## Why a crystal resists squeezing more than stretching

Why does a crystal push back harder when its bonds are shortened than it pulls back when they are lengthened by the same amount? Cadmium telluride is a good place to ask. In its zincblende structure every atom has four neighbours, all at the same distance, and symmetry holds the atoms in place as the cell swells or shrinks. A change of volume therefore scales every distance alike and leaves the bond angles as they were, so a single bond length is enough to describe it.

Ansatz 0.2.0, r2SCAN with spin-orbit coupling, for zincblende CdTe under uniform strain. Plane waves with PAW potentials, cutoff 500 eV, 6×6×6 k mesh for the two-atom cell, Fermi–Dirac smearing of 0.02 eV; pressure is positive in compression.

```csv
volume (Å³/atom),shortest distance (Å),pressure (GPa)
31.219,2.727,6.480
32.205,2.755,4.490
33.211,2.784,2.760
34.238,2.812,1.270
35.286,2.841,-0.030
36.355,2.869,-1.140
37.446,2.897,-2.090
38.558,2.926,-2.910
39.692,2.954,-3.600
```

The volumes follow from equal steps of one per cent in length, from four per cent shorter than the middle row to four per cent longer. Positive pressure means that the crystal pushes outward against compression, and negative pressure that it is held stretched and pulls inward. The middle row, at 35.286 Å³ per atom, is practically at rest: its −0.03 GPa corresponds to a volume error of less than a tenth of a per cent.

Starting from rest, the first per cent of shortening costs 1.30 GPa and the fourth costs 1.99 GPa. In the other direction the first per cent of lengthening adds 1.11 GPa of tension and the fourth only 0.69 GPa. The crystal grows steadily stiffer as it is squeezed and softer as it is stretched, with no irregular row. At the two ends, this leaves a pressure of 6.48 GPa facing a tension of 3.60 GPa.

### What ideal springs would do

Part of this lopsidedness is plain geometry. Pressure is force per area, and a squeezed crystal has less area over which to spread the force of its bonds. To see how much this explains, replace each bond by an ideal spring, whose force depends only on how far it is from its rest length.

Let $E$ be the energy per atom, $V$ the volume per atom, $d$ the shortest distance and $P$ the pressure. Then $P=-dE/dV$. Since $V$ grows as $d^3$, a small change of length changes the volume by $dV=(3V/d)\,dd$. Each atom has four bonds and shares each with a neighbour, which makes two bonds per atom, so the outward push of one bond is

$$f=-\frac{1}{2}\frac{dE}{dd}=\frac{3PV}{2d}.$$

Turned round, this gives $P=2fd/(3V)$, which varies as $f/d^2$. Ideal springs shortened and lengthened by the same amount have forces of equal size. Their pressures would then differ only through the factor $1/d^2$, and the ratio between the two ends of the table would be

$$\left(\frac{2.954}{2.727}\right)^2=1.17.$$

The calculated ratio is $6.48/3.60=1.80$. The spring picture gets the direction right but most of the size wrong. The estimate needs no knowledge of how stiff the springs are, so no other choice of stiffness could rescue it. What fails is the assumption that a bond has one fixed stiffness.

### What the bonds really do

The formula for $f$ can also be used on the calculated pressures, to take the geometry out of them. In the most compressed row, 6.48 GPa is 0.0404 eV/Å³, and the push per bond is $3\times0.0404\times31.219/(2\times2.727)$, or about 0.69 eV/Å. In the most stretched row the pull is about 0.45 eV/Å. Ideal springs would make these two equal, yet the first is half as large again as the second.

The change of this force from row to row gives the stiffness of a bond. It is 7.2 eV/Å² over the most compressed step and 3.3 eV/Å² over the most stretched one, and it falls at every step between. From the middle of the first step to the middle of the last, a lengthening of some seven per cent thus halves the stiffness, and a little more. Assigning the whole force to nearest neighbours is a way of keeping accounts, because more distant atoms also attract and repel one another; the softening itself is in the numbers whatever the bookkeeping.

The energies of the same calculations show the same lopsidedness. Shortening all bonds by four per cent costs 0.146 eV per CdTe unit, while lengthening them by four per cent costs 0.111 eV. The energy valley in which the crystal sits has a steep wall on the short side and a gentler slope on the long side.

### Where the lopsided valley comes from

The calculation gives the shape of the valley, and its origin has to be argued from the theory of bonding. Two influences balance at the rest length. Attraction comes from electrons shared between cadmium and tellurium and from the opposite charges that the two atoms partly carry. Repulsion comes largely from filled shells that begin to overlap: the Pauli principle forces their electrons into states of higher kinetic energy. Sharing electrons needs overlap too, but of the outer orbitals, which spread further than the filled shells. The repulsion therefore dies away more quickly with distance than the attraction.

A simple form shows what follows. Let the repulsion fall off exponentially over a length $\rho$ and the attraction over a longer length $\lambda$. At the rest length both forces have the same size $F$, and the stiffness $k$ and its rate of change are

$$k=F\left(\frac{1}{\rho}-\frac{1}{\lambda}\right),\qquad \frac{dk}{dd}=-k\left(\frac{1}{\rho}+\frac{1}{\lambda}\right).$$

If $\rho$ is shorter than $\lambda$, the stiffness is positive and the crystal holds together. The second expression is then negative, so the crystal must soften when stretched. In this picture, the short reach of repulsion that makes a stable bond length possible also makes the bond stiffer on one side of it than on the other. The shorter the two reaches, the faster the stiffness changes with length.

A single diatomic molecule such as iodine behaves in the same way. Its energy curve rises steeply when the atoms are pushed together and flattens when they are drawn apart, and for that reason its vibrational levels crowd closer together as the energy increases. The likeness ends at the force along the bond. A molecule has no area over which to spread that force, so the geometric factor of 1.17 has no counterpart there, and its bond is free of the pull of distant neighbours.

### Is it still the same material?

A crystal can also soften because its electrons rearrange, for instance when a semiconductor turns into a metal. The band gap lets us check. It shrinks from 1.29 eV in the most compressed row to 0.54 eV in the most stretched one, in nearly even steps of about a tenth of an electronvolt or slightly less. It stays open in every row and changes smoothly, so nothing suggests that a change of electronic state bends the pressure curve.

The direction of that change is ordinary bonding chemistry. The lowest empty state is an antibonding mixture of cadmium and tellurium s orbitals, and its energy rises relative to the filled states when the atoms come closer. The gap therefore follows the bond length and hardly notices how stiff the crystal is. Measured against pressure it looks quite different: it changes by 0.05 eV per GPa at the compressed end and by 0.13 eV per GPa at the stretched end, because there each GPa moves the atoms much further. Density functionals of this kind usually give gaps that are too small, so these values serve better for the trend than for the gap itself.

### Using a bulk modulus

For practical work, the resistance to a change of volume is usually condensed into one number, the bulk modulus: the pressure needed per fractional change of volume. The two rows next to the middle one give about 40 GPa. Over the most compressed step it is 64 GPa, and over the most stretched step only 24 GPa. A single modulus taken at rest thus asks for too little pressure under strong compression and promises too much tension under strong stretching. Even for one per cent in length the error has begun, since the modulus is 43 GPa over the first per cent of shortening and 37 GPa over the first per cent of lengthening.

The compressed end carries a further caution. Real cadmium telluride gives up the zincblende structure at a few GPa, so the two smallest volumes describe a crystal held in that structure beyond its range of stability. They show how zincblende bonds would respond, and the real material would escape into a denser arrangement. The softening doesn't depend on these two rows, for it continues through all the others. At the stretched end the tension is still growing in the last row, though ever more slowly: the bonds have lost about a third of the stiffness they had at rest, but have not yet reached their greatest pull.
